Two atoms of the same element, held together by a few p electrons, make a small test of what bond length, stiffness and strength have to do with each other. In the table r_e is the bond length at the energy minimum, ω_e the harmonic vibrational frequency, and D_e the energy needed to pull the dimer apart into two atoms. All five dimers are triplets, with two unpaired electrons of parallel spin. The questions below go from reading the table to judging it.

Triplet homonuclear dimers of groups 13 and 14, computed with PySCF 2.14.0 using unrestricted r2SCAN and frozen-core MP2 in the def2-SVP basis, without spin-orbit coupling. Both methods hold the occupation of the lowest state found in a PBE0 search. ECP marks a scalar-relativistic core potential on both atoms, and D_e has no counterpoise correction.

```
molecule  Z of the varied atom  valence electrons        relativity    unpaired  <S^2> of the determinant  <Lz^2>  r_e, r2SCAN (Å)  r_e, MP2 less r2SCAN (Å)  ω_e, r2SCAN (cm⁻¹)  ω_e, MP2 over r2SCAN  D_e, r2SCAN (eV)  D_e, MP2 (eV)
     Al2                    13                  6  non-relativistic  sigma1 pi1                      2.01     1.0            2.736                    -0.042                 272                 1.105              1.61           1.19
     In2                    49                  6               ECP  sigma1 pi1                      2.01     1.0            3.050                    -0.024                 113                 1.116              1.35           1.07
     Sn2                    50                  8               ECP         pi2                      2.01     0.0            2.772                     0.004                 191                 1.008              2.45           1.92
     Tl2                    81                  6               ECP  sigma1 pi1                      2.01     1.0            3.142                    -0.031                  80                 1.104              1.25           1.00
     Pb2                    82                  8               ECP         pi2                      2.00     0.0            2.907                     0.011                 137                 0.989              2.14           1.75
```

Is the shortest bond also the strongest? No: Al2 has the shortest bond in both methods, yet Sn2 has the largest D_e, 2.45 eV against 1.61 eV in r2SCAN. A bond length reflects the size of the atoms as well as the number of electrons that bind them, and aluminium is simply a smaller atom than tin. The comparison becomes fair between neighbours in one period. From In2 to Sn2 the bond is both shorter and stronger, and so it is from Tl2 to Pb2.

Why do the group 14 dimers bind more than their group 13 neighbours? Each atom keeps a filled s shell that contributes little to the bond, so the p electrons do most of the work. In group 13 there are two of them, one in a σ and one in a π bonding orbital. In group 14 there are four, two in σ and two in π: twice as many of each kind. The simplest model therefore makes D_e proportional to the number n of bonding p electrons:

D_e(Sn2) ≈ (4/2) × D_e(In2) = 2 × 1.35 eV = 2.70 eV

The computed value is 2.45 eV, so the estimate is about 10 % too high relative to it; for Pb2 the same step is about 17 % too high. Nothing was fitted here, but the count ignores that the group 14 atoms are also smaller, so part of the agreement may be luck. A likely reason for the excess, which these numbers don't test, is that a group 14 atom starts with two parallel p electrons and gives up some of their favourable exchange energy when a σ pair forms. The stiffness grows even more than the strength, by a factor of about 3 in both periods, so the wells of group 14 are narrower as well as deeper.

Does the falling frequency down a group mean that the bond goes soft? Only in small part, because a frequency measures stiffness k against mass m:

ω_e ∝ √(k/m)

An indium atom is about 4.3 times as heavy as an aluminium atom. With the stiffness of Al2 unchanged, In2 would vibrate at 272/√4.3, or about 130 cm⁻¹, and the calculation gives 113 cm⁻¹. In each step down a group, mass accounts for more than four fifths of the fall, and the rest is a softer bond.

Compared with r2SCAN, why does MP2 clearly shorten the group 13 bonds but hardly change those of group 14? MP2 starts from Hartree–Fock, in which each electron feels only the average of the others, and adds correlation, the energy gained when electrons avoid one another. The output printed after the text separates the two steps, with Hartree–Fock lengths from a parabola through three points. Correlation shortens the group 13 bonds by 0.05 to 0.08 Å and lengthens the group 14 bonds by 0.05 to 0.06 Å. r2SCAN already has most of the lengthening but a smaller share of the shortening, which is why the two methods part company in group 13.

The lengthening can be understood from H2. Its two electrons share one bonding orbital, and as long as Hartree–Fock keeps them paired there, they sit on the same atom half of the time, however far apart the atoms are. Correlation removes this costly crowding, and the gain grows as the bond is stretched, so the minimum moves outward. Sn2 and Pb2 have just such a σ pair. H2 explains only this part, however, since it has no filled inner shells and no other electrons to correlate.

In group 13 the σ and π electrons have parallel spins, and exchange already softens their repulsion when they meet on one atom. The gain on stretching should then be weaker, and other contributions can win. Two are plausible. One is the correlation between the filled shells of the two atoms, which grows as the atoms approach. The other is that the outer s electrons can avoid one another by making use of empty bonding p orbitals, which become easier to reach in a shorter bond. Group 13 leaves four of the six places in these orbitals empty, group 14 only two. Of the filled shells in Al2 only the outer s shells can contribute, since its inner shells are frozen, while in the heavier dimers the outer d shells are correlated too; the size of the shift in Al2 is therefore not strictly comparable with the others. The calculation shows the net result, a correlation energy that weakens on stretching, but not its division among pairs of electrons. The small basis may exaggerate the inward pull, because each atom borrows functions from the other and no correction was made for this.

How can MP2 make a bond shorter and stiffer, yet weaker? Length and stiffness depend only on the curve near its minimum, whereas D_e also needs the energy of the separate atoms:

D_e = 2 E(atom) − E(molecule at r_e)

An error in the atomic energy changes D_e and leaves r_e untouched. Some error is to be expected here, because each atom is a single determinant that lacks the full symmetry of a free atom, and D_e isn't corrected for borrowed basis functions either. In Al2 the MP2 curve climbs by 0.57 eV between its minimum and 3.45 Å, more than the 0.43 eV of r2SCAN, although its D_e is the smaller one. The deficit must therefore arise further out or in the atoms. The far curve can't settle which, because the stretched single determinant still places both bonding electrons on one atom too often and doesn't lead smoothly to two neutral atoms.

What would change if spin-orbit coupling were switched on? It splits the p level of a free atom and lowers the ground state, whereas in a molecule the bond partly suppresses the orbital motion on which the effect depends. The atoms therefore gain more than the dimer, and D_e falls. With a rough, recalled splitting of 0.97 eV for thallium, two atoms gain about 1.3 eV, as much as the whole computed D_e of Tl2. The dimer gets some of this back, so the figure is an upper estimate of the loss; for In2 it is about a quarter of D_e. Sn2 and Pb2 lose binding in the same way, though the loss isn't estimated here. The D_e values of Tl2 and Pb2 above all thus describe model molecules without this coupling, not real ones.

Which digits can be trusted? The two methods differ by up to 0.04 Å in length, 12 % in frequency and 0.5 eV in D_e, so the last printed digit carries no chemical meaning. Their close agreement on the length of Sn2 is no proof of accuracy either, since both use the same small basis. What survives the change of method is the step from In2 to Sn2: the gain in D_e is 1.10 eV in r2SCAN and 0.85 eV in MP2. Even this says little about indium and tin as solders or contacts in electronic devices, because an atom in a metal shares its electrons with many neighbours instead of one.

The analysis program printed:

```
Bonding electrons and strength:
  row  p bonding electrons  D_e per bonding electron r2SCAN (eV)  force constant r2SCAN (N/m)  D_e MP2 less r2SCAN (eV)  MP2 D_e lower by (%)
  Al2                    2                                 0.805                        58.81                     -0.42                 26.09
  In2                    2                                 0.675                        43.22                     -0.28                 20.74
  Sn2                    4                                0.6125                        128.9                     -0.53                 21.63
  Tl2                    2                                 0.625                        38.65                     -0.25                    20
  Pb2                    4                                 0.535                          115                     -0.39                 18.22
Bond lengths and correlation:
  row  HF parabola (A)  r2SCAN (A)  MP2 (A)  MP2 parabola (A)  shift by MP2 correlation (A)  change of correlation energy over a 6 % stretch (eV)
  Al2            2.747       2.736    2.694             2.695                      -0.05166                                               0.03331
  In2            3.104        3.05    3.026             3.029                       -0.0743                                               0.04242
  Sn2             2.73       2.772    2.776              2.78                       0.05001                                              -0.07445
  Tl2            3.189       3.142    3.111             3.113                      -0.07533                                               0.03869
  Pb2            2.862       2.907    2.918             2.921                       0.05943                                              -0.08147
Sn2 bond longer than Al2 bond, r2SCAN, in A: 0.036
Sn2 D_e above Al2 D_e, r2SCAN, in eV: 0.84
D_e ratio Sn2 to In2, r2SCAN (electron count predicts 2): 1.815
D_e ratio Pb2 to Tl2, r2SCAN (electron count predicts 2): 1.712
D_e ratio Sn2 to In2, MP2: 1.794
D_e ratio Pb2 to Tl2, MP2: 1.75
Force constant ratio Sn2 to In2, r2SCAN: 2.981
Force constant ratio Pb2 to Tl2, r2SCAN: 2.976
In2 frequency from Al2 by mass alone, in 1/cm: 131.8
Tl2 frequency from In2 by mass alone, in 1/cm: 84.6
Pb2 frequency from Sn2 by mass alone, in 1/cm: 145
Al2 climb from minimum to 3.45 A, r2SCAN, in eV: 0.4306
Al2 climb from minimum to 3.45 A, MP2, in eV: 0.5744
In2 climb from minimum to 3.86 A, r2SCAN, in eV: 0.4097
In2 climb from minimum to 3.86 A, MP2, in eV: 0.5345
Spin-orbit lowering of two In atoms, rough, in eV: 0.36
Spin-orbit lowering of two Tl atoms, rough, in eV: 1.293
```
